# Tunnelling decay constant of a film and the heterogeneous rate constant

A redox molecule at distance $z$ from a metal exchanges electrons with it at a first-order rate $k(z)$ in s$^{-1}$, while an electrochemical experiment reports a heterogeneous constant $k_{\rm het}$ in m s$^{-1}$. This page derives $k(z)$ from the decaying tail of the metal states and integrates it to $k_{\rm het}$.

## Premises and conventions

The metal fills $z<0$, a film that the reactant cannot enter fills $0<z<L$, and the solution fills $z>L$. The position $z$ is that of the centre of the acceptor orbital, so $L$ includes the ligand shell. Electron energies $\varepsilon$ are counted from the Fermi level, $f(\varepsilon)=1/(1+e^{\varepsilon/k_BT})$, and $\eta=E-E^0$ is the overpotential. We write rates for reduction.

1. **Weak coupling.** The golden rule holds.
2. **Classical harmonic nuclei** (Marcus model), with a reorganisation energy $\lambda$ independent of $z$.
3. **Effective-mass barrier.** Outside the metal the electron has a local mass $m^*(z)$ and sees a barrier $\phi(z)>0$ above the Fermi level.
4. **One energy, one direction.** The decay is evaluated at $\varepsilon=0$ and at zero wavevector parallel to the surface.
5. **Free diffusion.** No force acts on the reactant at $z>L$, and the reaction does not deplete it on the tunnelling length scale.

Premises 1, 2, 4 and 5 are tested in Step 5.

## Step 1: rate at a fixed distance

Moving an electron from a metal state at $\varepsilon$ to the acceptor has the reaction free energy $\Delta G=e\eta-\varepsilon$. By premise 2 the probability density that the nuclei bring the acceptor level into resonance with $\varepsilon$ is the normalised Gaussian

$$W(\varepsilon)=\frac{1}{\sqrt{4\pi\lambda k_BT}}\exp\left[-\frac{(\lambda+e\eta-\varepsilon)^2}{4\lambda k_BT}\right].$$

Summing the golden rule over occupied metal states $j$ gives

$$k(z)=\int d\varepsilon\,\frac{2\Delta(\varepsilon,z)}{\hbar}f(\varepsilon)W(\varepsilon),\qquad \Delta=\pi\sum_j|V_j(z)|^2\delta(\varepsilon-\varepsilon_j),\tag{1}$$

where the sum runs over the spin states that can fill the acceptor.

Let $\psi_j$ be an eigenstate of $H_0$, the Hamiltonian of metal plus barrier, and let $v_a$ be the potential that binds the acceptor orbital $\varphi_a$. The coupling is $V_j=\langle\varphi_a|H_0+v_a-\varepsilon|\psi_j\rangle$, and on resonance ($\varepsilon_j=\varepsilon$) only $\langle\varphi_a|v_a|\psi_j\rangle$ remains. In a uniform medium $\psi_j$ varies along the normal as $\psi_j(z)e^{-\kappa\zeta}$, with $\zeta$ counted from the acceptor centre, so

$$V_j(z)=\psi_j(z)\int d^3r\,\varphi_a^*\,v_a\,e^{-\kappa\zeta}.$$

The integral moves rigidly with the molecule and does not depend on $z$. Hence $\Delta(z)\propto|\psi(z)|^2$, and the task is to find the tail of $\psi$.

## Step 2: the WKB tail

The effective-mass equation that conserves current when $m^*$ varies (BenDaniel–Duke form) is

$$\frac{d}{dz}\left(\frac{1}{m^*}\frac{d\psi}{dz}\right)=\frac{\kappa^2}{m^*}\psi,\qquad \kappa(z)=\frac{\sqrt{2m^*\phi}}{\hbar}.$$

Insert $\psi=e^{S}$ and multiply by $m^*$:

$$S'^2+S''-\frac{m^{*\prime}}{m^*}S'=\kappa^2 .$$

If $\kappa$ and $m^*$ change slowly, the second and third terms are small. Write $S=S_0+S_1$. The leading order is $S_0'^2=\kappa^2$, and the root that decays away from the metal is $S_0'=-\kappa$. The next order is $2S_0'S_1'+S_0''-(m^{*\prime}/m^*)S_0'=0$, which gives $S_1'=-\kappa'/2\kappa+m^{*\prime}/2m^*$. Integrating and squaring,

$$|\psi(z)|^2=|C|^2\,\frac{m^*(z)}{\kappa(z)}\exp\left[-2\int_0^z\kappa\,dz'\right].\tag{2}$$

The expansion needs $|S_0''|\ll\kappa^2$, that is $|d(1/\kappa)/dz|\ll1$, and likewise $|m^{*\prime}/m^*|\ll\kappa$. In a uniform medium the prefactor is constant and (2) is exact. By premise 4, $\Delta$ leaves the energy integral in (1), and

$$k(z)=k(0)\,e^{-\beta z},\qquad \beta=2\kappa=\frac{2\sqrt{2m^*\phi}}{\hbar}=10.25\ \mathrm{nm^{-1}}\sqrt{\frac{m^*}{m_e}\,\frac{\phi}{1\ \mathrm{eV}}}.\tag{3}$$

The factor 2 arises because the rate follows the squared amplitude. Only the product $m^*\phi$ enters, so a slope of $\ln k$ against distance cannot separate the two. An "effective barrier" is the $\phi$ that reproduces the slope with $m^*=m_e$. For a graded film, $\beta L$ stands for $2\int_0^L\kappa\,dz$.

## Step 3: crossing from film to solution

Let the film have $\kappa_f,m_f$ and $\beta=2\kappa_f$, the solution $\kappa_s,m_s$ and $\beta'=2\kappa_s$. Define $r=(\kappa_f/m_f)/(\kappa_s/m_s)$ and $x=z-L$. Let $k(0)$ be the rate from (1) with the amplitude of the decaying film wave at $z=0$ and the orbital integral of the solution. It is an extrapolated intercept, not the rate of a molecule touching the metal. Then

$$k(L+x)=\tau\,k(0)\,e^{-\beta L}e^{-\beta' x},\tag{4}$$

where $\tau$ is the change of $|\psi|^2$ across the boundary.

* **Smooth boundary.** The prefactor $m^*/\kappa$ in (2) gives $\tau=r$.
* **Abrupt boundary.** WKB fails, so match exactly. Take $\psi=e^{-\kappa_fx}+Be^{\kappa_fx}$ in the film and $te^{-\kappa_sx}$ outside. Continuity of $\psi$ gives $1+B=t$, continuity of $\psi'/m^*$ gives $r(1-B)=t$. Thus $t=2r/(1+r)$ and $\tau=4r^2/(1+r)^2$. The wave $B$ disturbs the amplitude at the metal only in relative order $e^{-\beta L}$.

Both forms give $\tau=1$ for identical media.

## Step 4: integration over the reactant

A slab $dx$ holds $c(x)\,dx$ moles of reactant per unit area, each reacting at $k(L+x)$. The flux is $J=\int_0^\infty k(L+x)\,c(x)\,dx$, and $k_{\rm het}$ is defined by $J=k_{\rm het}c_s$, with $c_s$ the macroscopic concentration profile extrapolated to $x=0$. By premise 5, $c=c_s$ wherever $k$ is appreciable. With $\int_0^\infty e^{-\beta'x}dx=1/\beta'$,

$$\boxed{k_{\rm het}=\frac{k(L)}{\beta'}=\frac{\tau\,k(0)\,e^{-\beta L}}{\beta'}}\tag{5}$$

With $\tau$ equal to one, or absorbed in the intercept, this is $k_{\rm het}=k(0)e^{-\beta L}/\beta'$. The film sets the attenuation, and the solution sets the thickness $1/\beta'$ of the layer of molecules that react.

For the standard rate constant put $\eta=0$, $y=\varepsilon/k_BT$ and $\Lambda=\lambda/k_BT$. Expanding the square in $W$ and using $e^{y/2}/(1+e^y)=1/[2\cosh(y/2)]$,

$$k(0)=\frac{2\Delta_0}{\hbar}P,\qquad P=\frac{e^{-\Lambda/4}}{\sqrt{4\pi\Lambda}}\int_{-\infty}^{\infty}\frac{e^{-y^2/4\Lambda}}{2\cosh(y/2)}\,dy,\tag{6}$$

where $\Delta_0$ is the intercept of $\Delta(z)$ at $z=0$.

## Step 5: size of what was dropped

Each item gives a factor that multiplies (5). Items (a) and (c) to (f) hold the golden-rule rate $k(L)$ at the film edge fixed. Item (b) holds the intercept $\Delta_0$ fixed, because it changes $k(L)$ itself.

**(a) Depletion.** In the steady state $Dc''=k(L)e^{-\beta'x}c$ with $c'(0)=0$, since the film blocks the reactant. Putting $c\approx c_s$ on the right and integrating twice gives $c=c_s+(J/D)(x+e^{-\beta'x}/\beta')$, whose linear asymptote passes through $c_s$ as defined. Inserting this in $J$, with $\int_0^\infty e^{-\beta'x}(x+e^{-\beta'x}/\beta')dx=3/2\beta'^2$, gives the factor $1+\tfrac32\mathrm{Da}$, where $\mathrm{Da}=k(L)/\beta'^2D$ is a Damköhler number. It exceeds one because molecules react before they reach the film. At $\eta=0$ with equal diffusion coefficients the product profile adds an equal term, and the factor is $1+3\,\mathrm{Da}$.

**(b) Energy dependence of the decay.** An electron at $\varepsilon$ sees the barrier $\phi-\varepsilon$, so $d\beta/d\varepsilon=-\beta/2\phi$. For $\beta'=\beta$, $e^{-\beta L}/\beta$ acquires the factor $e^{\gamma\varepsilon}$ with $\gamma=(\beta L+1)/2\phi$ to linear order. Dropping the broad Gaussian in (6) and using $\int_{-\infty}^\infty e^{ay}dy/[2\cosh(y/2)]=\pi/\cos\pi a$ for $|a|<1/2$, the factor at $\eta=0$ is $1/\cos(\pi\gamma k_BT)$. The part $1/\cos(\pi\beta Lk_BT/2\phi)$ of it is the change of $k(L)$, so at fixed $k(L)$ the factor is $\cos(\pi\beta Lk_BT/2\phi)/\cos(\pi\gamma k_BT)$.

**(c) Parallel wavevector.** A state with parallel wavevector $q$ at the same energy decays with $\kappa_q=\sqrt{\kappa^2+q^2}$. For a spherical acceptor the orbital integral is independent of $q$, because the angular average of the tail is $\sinh(\kappa\rho)/\kappa\rho$ at radius $\rho$ for every $q$. Assume one medium and equal weight at $z=0$ for all $q$ up to a few times $\sqrt{\kappa/L}$. With $q\,dq=\kappa_q\,d\kappa_q$,

$$\frac{k_{\rm het}}{k(L)}=\frac{\int_\kappa^\infty \tfrac12e^{-2\kappa_qL}\,d\kappa_q}{\int_\kappa^\infty\kappa_q\,e^{-2\kappa_qL}\,d\kappa_q}=\frac{e^{-\beta L}/4L}{(1+\beta L)\,e^{-\beta L}/4L^2}=\frac{1}{\beta+1/L}.$$

The factor is $\beta L/(1+\beta L)$. The numerator shows $k_{\rm het}\propto e^{-\beta L}/L$, so the slope against thickness is also $\beta+1/L$. The weight on a real facet has structure, so this is an estimate.

**(d) Saturation of the rate.** The golden rule grows without bound with $\Delta$, but the nuclei cap the rate near $k_{\rm ad}=\nu_ne^{-\lambda/4k_BT}$ at $\eta=0$, where $\nu_n$ is a nuclear frequency. As an interpolation, not a theorem, add resistances: $1/k=1/k_{\rm GR}+1/k_{\rm ad}$, with $k_{\rm GR}$ from (4). With $g=k_{\rm GR}(L)/k_{\rm ad}$,

$$k_{\rm het}=k_{\rm ad}\int_0^\infty\frac{g\,e^{-\beta'x}}{1+g\,e^{-\beta'x}}dx=\frac{k_{\rm ad}}{\beta'}\ln(1+g).$$

The factor is $\ln(1+g)/g$. For $g\gg1$ the exponential dependence on $L$ turns into a linear one.

**(e) Distance dependence of $\lambda$.** In the dielectric continuum model a sphere of radius $a$ and its image, with the image plane at $z=0$, give

$$\lambda_{\rm out}=\frac{e^2}{8\pi\epsilon_0}\left(\frac1{\epsilon_{\rm op}}-\frac1{\epsilon_s}\right)\left(\frac1a-\frac1{2z}\right).$$

Through $e^{-\lambda/4k_BT}$ the rate gains an extra logarithmic slope $s=(d\lambda/dz)/4k_BT$, which falls as $1/z^2$. Keeping this exponential only and holding $s$ at its value at $z=L$ gives the lower bound $\beta'/(\beta'+s)$ for the factor.

**(f) Forces on the reactant.** A potential of mean force $w(x)$ puts $e^{-w/k_BT}$ under the integral of Step 4 (the Frumkin correction, when $w$ is electrostatic). For a singly charged ion at 298.15 K, 25.7 mV in the reaction layer changes $k_{\rm het}$ by a factor $e$.

## Range of validity

Equations (3) and (5) hold when

* $\beta L\gg1$, which suppresses the reflected wave and item (c);
* $g\ll1$ and $\Delta(L)\ll k_BT$;
* $\pi\gamma k_BT\ll1$, and $|e\eta|$ is small against both $\phi$ and $\lambda$, so that transfer stays near the Fermi level and the field does not reshape the barrier;
* $\mathrm{Da}\ll1$, $|w|\ll k_BT$ and $s\ll\beta'$;
* the film is uniform, without pinholes or resonant levels, and the reactant does not adsorb.

A parabolic $\kappa(\varepsilon)$ is reliable near a band edge only; deep in a gap $m^*$ is a fitted quantity.

## Illustration: water gap at bare Au

Here the film is the first water layer plus the ligand shell, which keep the redox centre off the metal. We treat it and the liquid beyond as one medium, so $\beta'=\beta$ and $\tau=1$.

Assumed inputs, all of them: effective barrier $\phi=1$ to $2$ eV with $m^*=m_e$; $L=0.5$ nm; $\lambda=0.8$ eV at $z=L$; $\Delta_0=0.1$ eV; $\nu_n=10^{12}$ s$^{-1}$; $D=10^{-9}$ m$^2$ s$^{-1}$; $\epsilon_{\rm op}=1.78$ and $\epsilon_s=78$ for water; $T=298.15$ K; $\eta=0$.

Then $k_BT=25.7$ meV and $\Lambda=31.1$. The integral in (6) is 2.93, so $P=6.17\times10^{-5}$. With $2\Delta_0/\hbar=3.04\times10^{14}$ s$^{-1}$, $k(0)=1.87\times10^{10}$ s$^{-1}$. Further, $k_{\rm ad}=4.2\times10^{8}$ s$^{-1}$, $d\lambda/dz=0.79$ eV nm$^{-1}$ and $s=7.7$ nm$^{-1}$.

| $\phi$ (eV) | 1.0 | 1.5 | 2.0 |
|---|---|---|---|
| $\beta$ (nm$^{-1}$) | 10.25 | 12.55 | 14.49 |
| $e^{-\beta L}$ | $6.0\times10^{-3}$ | $1.9\times10^{-3}$ | $7.1\times10^{-4}$ |
| $k(L)$ (s$^{-1}$) | $1.1\times10^{8}$ | $3.5\times10^{7}$ | $1.3\times10^{7}$ |
| $k_{\rm het}$ from (5) (m s$^{-1}$) | $1.1\times10^{-2}$ | $2.8\times10^{-3}$ | $9.2\times10^{-4}$ |
| factor (b), fixed $\Delta_0$ | 1.03 | 1.02 | 1.01 |
| factor (c) | 0.84 | 0.86 | 0.88 |
| factor (d) | 0.89 | 0.96 | 0.98 |
| factor (e), lower bound | 0.57 | 0.62 | 0.65 |

Depletion is negligible: $\mathrm{Da}$ is at most $1.1\times10^{-3}$, a change of 0.3 %. The coupling $\Delta(L)$ is at most 0.60 meV, far below $k_BT$. At fixed $k(L)$ factor (b) is at most 1.01. Items (c) to (e) are not negligible. Together they lower $k_{\rm het}$ by up to about a factor of two, and the condition $s\ll\beta'$ is not met within the continuum model. For so thin a gap (5) is an order-of-magnitude statement.

The geometry matters more. Moving $L$ by 0.1 nm changes the golden-rule rate $k(L)$ through tunnelling alone, at fixed $\lambda$, by a factor of 2.8 at 1 eV and 4.3 at 2 eV. The shift of $\lambda$ in item (e) acts in the same direction, and through $e^{-\lambda/4k_BT}$ it adds a factor of 1.9 outward and 2.6 inward. The totals are 5.3 outward and 7.3 inward at 1 eV, and 8.1 and 11 at 2 eV. The reacting layer $1/\beta'$ is only 0.098 to 0.069 nm thick and the amplitude decay length $1/\kappa$ is 0.20 to 0.14 nm, both below the typical 0.28 nm diameter of a water molecule. The true potential is therefore not smooth in the WKB sense, and $\phi$ is a parameter that averages over molecular structure and image forces.

For a vacuum gap, a flat barrier equal to the work function of Au(111), 5.33 eV (compiled value, Patra 2017), gives $\beta=23.7$ nm$^{-1}$ and $e^{-\beta L}=7.3\times10^{-6}$ with image lowering ignored, two to three orders of magnitude below the water entries.

Steps 2 and 3 apply equally to an oxide film. For SiO$_2$ on heavily doped n-type Si, a typical barrier of 3.1 eV and a typical tunnelling mass of $0.4\,m_e$ give $\beta=11.4$ nm$^{-1}$, one decade per 0.20 nm. Against water at 1.5 eV, $\tau$ is 2.3 for a smooth and 1.9 for an abrupt boundary, so the boundary factor must be kept there.

The rate constants in the table are the model's, not those of a particular couple on gold. $\Delta_0$ and $L$ were chosen to place them near the range typical of fast outer-sphere couples at bare metals, roughly $10^{-3}$ to $10^{-1}$ m s$^{-1}$, so their magnitude tests nothing. What the model predicts is the sensitivity: raising the effective barrier from 1 to 2 eV at $L=0.5$ nm lowers $k_{\rm het}$ from (5) by a factor of 12.